**Basis-set convergence of the RMP2 atomization energy of NO**

The table holds the atomization energy of NO (doublet, fixed bond length, frozen core, RMP2, Ansatz 0.2.0) in six basis sets, counted from its cc-pVQZ value. The program tests the X⁻³ cusp law, a 1/N law in the number of functions and a free exponent on the cc-pVXZ rows, and uses the molecular reference and MP2 parts from CCSD(T) runs in the same sets to find how much of each step cancels against the atoms. The step ratio of 0.406 is far from the 0.243 of X⁻³, and the D,T pair mispredicts the cc-pVQZ row by 8.8 kJ/mol. The 1/N form follows the three cc rows but fails by about 100 kJ/mol or more for the sets without d functions. The limits that use cc-pVQZ spread from +16 to +38 kJ/mol, and the closeness of cc-pVTZ to a rough recalled measured value comes from cancelling errors.

Atomization energy of NO in six basis sets, calculated with Ansatz 0.2.0 at the RMP2 level with the 1s cores of N and O frozen. The molecule is a neutral doublet with a restricted open-shell reference, kept at its MP2(full)/6-31G* geometry (N–O 1.14 Å) throughout. No relativistic terms are included.

## Analysis program

```python
# Table: NO atomization energy less its cc-pVQZ value (kJ/mol), Ansatz 0.2.0, frozen-core RMP2, six bases.
# Tested: X^-3 cusp law, 1/N law and free exponent; split of the molecular energy; cancellation with the atoms.
T = {
    'row_basis': ['STO-3G', '6-31G', 'cc-pVDZ', '6-31Gstar', 'cc-pVTZ', 'cc-pVQZ'],
    'row_functions': [10, 18, 28, 30, 60, 110],
    'row_shift': [-356.6, -249.5, -75.9, -74.1, -21.9, 0.0],  # kJ/mol
}
import numpy as np
from scipy.constants import e, N_A, angstrom
from scipy.optimize import brentq
k = e * N_A / 1e3
b = list(T['row_basis']); N = np.array(T['row_functions'], float); s = np.array(T['row_shift'], float)
# further outputs of the same runs for the molecule (eV), in table order
ref = k * np.array([-3470.1139, -3514.85906, -3517.1999, -3516.81504, -3518.16545, -3518.42493])
ss = k * np.array([-0.88655, -1.762036, -2.42168, -2.397923, -2.8951, -3.015102])
op = k * np.array([-2.33567, -4.492107, -6.383659, -6.287261, -8.09671, -8.788699])
si = k * np.array([-0.010357, -0.068146, -0.11278, -0.11499, -0.126, -0.12797])
cor = ss + op + si; tot = ref + cor
AQ = 671.6   # cc-pVQZ atomization energy from the notes, kJ/mol
De = 640.0   # measured De, rough recalled value, kJ/mol
i = {n: j for j, n in enumerate(b)}
D, Z, Q = i['cc-pVDZ'], i['cc-pVTZ'], i['cc-pVQZ']; cc = [D, Z, Q]
print("Energies in kJ/mol; rounding of the table 0.05 per value, up to 0.1 per difference")
print("basis, functions, atomization, % of QZ, less rough recalled De 640")
for j, n in enumerate(b):
    print(f"  {n:10s}{N[j]:5.0f}{AQ+s[j]:8.1f}{100*(AQ+s[j])/AQ:7.1f}{AQ+s[j]-De:+7.0f}")
print("step: atomization gain | molecule lowering: reference, MP2 corr, total | atoms by difference, % cancelled")
for x, y in [('STO-3G', '6-31G'), ('6-31G', '6-31Gstar'), ('6-31Gstar', 'cc-pVDZ'), ('cc-pVDZ', 'cc-pVTZ'), ('cc-pVTZ', 'cc-pVQZ')]:
    p, q = i[x], i[y]; g = s[q] - s[p]; m = tot[p] - tot[q]
    print(f"  {x}->{y}: {g:+.1f} | {ref[p]-ref[q]:.1f}, {cor[p]-cor[q]:.1f}, {m:.1f} | {m-g:.1f}, {100*(m-g)/m:.0f}%")
p, q = i['6-31G'], i['6-31Gstar']
print(f"adding d: reference share at most {ref[p]-ref[q]:.1f}, correlation share at least {s[q]-s[p]-(ref[p]-ref[q]):+.1f}")
share = (op[Z] - op[Q]) / (cor[Z] - cor[Q])
print(f"T->Q molecule: opposite spin {op[Z]-op[Q]:.1f} ({100*share:.0f}% of corr), same spin {ss[Z]-ss[Q]:.1f}, singles {si[Z]-si[Q]:.1f}")
r = lambda v: (v[Q] - v[Z]) / (v[Z] - v[D])
law = lambda n: (3.0**-n - 4.0**-n) / (2.0**-n - 3.0**-n)
d1, d2 = s[Z] - s[D], s[Q] - s[Z]
print("step ratio (T->Q)/(D->T)")
print(f"  atomization {r(s):.3f} (rounding range {(d2-0.05)/(d1+0.1):.3f} to {(d2+0.05)/(d1-0.1):.3f})")
print(f"  laws: X^-3 {law(3):.3f}, X^-5 {law(5):.3f}, 1/N {r(1/N):.3f}")
print(f"  molecule: reference {r(ref):.3f}, opposite spin {r(op):.3f}, same spin {r(ss):.3f}, MP2 corr {r(cor):.3f}")
A1 = d1 / (2.0**-3 - 3.0**-3); L1 = s[Z] + A1 / 27
A2 = d2 / (3.0**-3 - 4.0**-3); L2 = s[Q] + A2 / 64
print(f"X^-3 from D,T: A {A1:.0f}, limit {L1:+.1f}, predicts Q {L1-A1/64:+.1f}, table less model {s[Q]-L1+A1/64:+.1f}")
print(f"X^-3 from T,Q: A {A2:.0f}, limit {L2:+.1f}, predicts D {L2-A2/8:+.1f}, table less model {s[D]-L2+A2/8:+.1f}")
n = brentq(lambda x: law(x) - r(s), 0.2, 6.0)
L3 = s[Q] + d2 / (3.0**-n - 4.0**-n) * 4.0**-n
print(f"free exponent (3 points, 3 parameters, no test): n {n:.2f}, limit {L3:+.1f}")
sl, L4 = np.polyfit(1 / N[cc], s[cc], 1)
print(f"L - A/N fitted to the cc-pVXZ family only: A {-sl:.0f}, limit {L4:+.1f}; model, table less model")
res = s - (L4 + sl / N)
for j, x in enumerate(b):
    print(f"  {x:10s}{L4+sl/N[j]:8.1f}{res[j]:+8.1f}  {'fitted' if j in cc else 'other family, not fitted'}")
print(f"worst row of 1/N: {b[int(np.argmax(abs(res)))]}")
Ls = np.array([L2, L3, L4])
print(f"limits that use Q: {Ls.min():+.1f} to {Ls.max():+.1f}, spread {np.ptp(Ls):.1f}")
print(f"as atomization energies: {AQ+Ls.min():.0f} to {AQ+Ls.max():.0f}; above rough De by {AQ+Ls.min()-De:.0f} to {AQ+Ls.max()-De:.0f}")
F = 1.446 * e / angstrom   # CCSD(T)/cc-pVTZ force of the same run, eV/A
K = 1600.0                 # NO force constant in N/m, rough recalled value
print(f"geometry, CCSD(T)/cc-pVTZ only: F/K about {F/K/angstrom:.2f} A, F^2/2K about {F*F/(2*K)*N_A/1e3:.0f} kJ/mol")
assert np.all(np.diff(s[np.argsort(N)]) > 0)
assert law(3) < r(s) < law(1)
assert share > 0.5 and r(op) > r(ss)
assert res[i['6-31G']] < -50 and abs(res[cc]).max() < 5
```

Printed output:

```
Energies in kJ/mol; rounding of the table 0.05 per value, up to 0.1 per difference
basis, functions, atomization, % of QZ, less rough recalled De 640
  STO-3G       10   315.0   46.9   -325
  6-31G        18   422.1   62.8   -218
  cc-pVDZ      28   595.7   88.7    -44
  6-31Gstar    30   597.5   89.0    -42
  cc-pVTZ      60   649.7   96.7    +10
  cc-pVQZ     110   671.6  100.0    +32
step: atomization gain | molecule lowering: reference, MP2 corr, total | atoms by difference, % cancelled
  STO-3G->6-31G: +107.1 | 4317.3, 298.1, 4615.4 | 4508.3, 98%
  6-31G->6-31Gstar: +175.4 | 188.7, 239.1, 427.8 | 252.4, 59%
  6-31Gstar->cc-pVDZ: -1.8 | 37.1, 11.4, 48.5 | 50.3, 104%
  cc-pVDZ->cc-pVTZ: +54.0 | 93.2, 212.2, 305.4 | 251.4, 82%
  cc-pVTZ->cc-pVQZ: +21.9 | 25.0, 78.5, 103.6 | 81.7, 79%
adding d: reference share at most 188.7, correlation share at least -13.3
T->Q molecule: opposite spin 66.8 (85% of corr), same spin 11.6, singles 0.2
step ratio (T->Q)/(D->T)
  atomization 0.406 (rounding range 0.404 to 0.407)
  laws: X^-3 0.243, X^-5 0.116, 1/N 0.398
  molecule: reference 0.269, opposite spin 0.404, same spin 0.253, MP2 corr 0.370
X^-3 from D,T: A 614, limit +0.8, predicts Q -8.8, table less model +8.8
X^-3 from T,Q: A 1023, limit +16.0, predicts D -111.9, table less model +36.0
free exponent (3 points, 3 parameters, no test): n 1.59, limit +37.8
L - A/N fitted to the cc-pVXZ family only: A 2848, limit +25.8; model, table less model
  STO-3G      -259.0   -97.6  other family, not fitted
  6-31G       -132.5  -117.0  other family, not fitted
  cc-pVDZ      -76.0    +0.1  fitted
  6-31Gstar    -69.2    -4.9  other family, not fitted
  cc-pVTZ      -21.7    -0.2  fitted
  cc-pVQZ       -0.1    +0.1  fitted
worst row of 1/N: 6-31G
limits that use Q: +16.0 to +37.8, spread 21.8
as atomization energies: 688 to 709; above rough De by 48 to 69
geometry, CCSD(T)/cc-pVTZ only: F/K about 0.01 A, F^2/2K about 1 kJ/mol
```
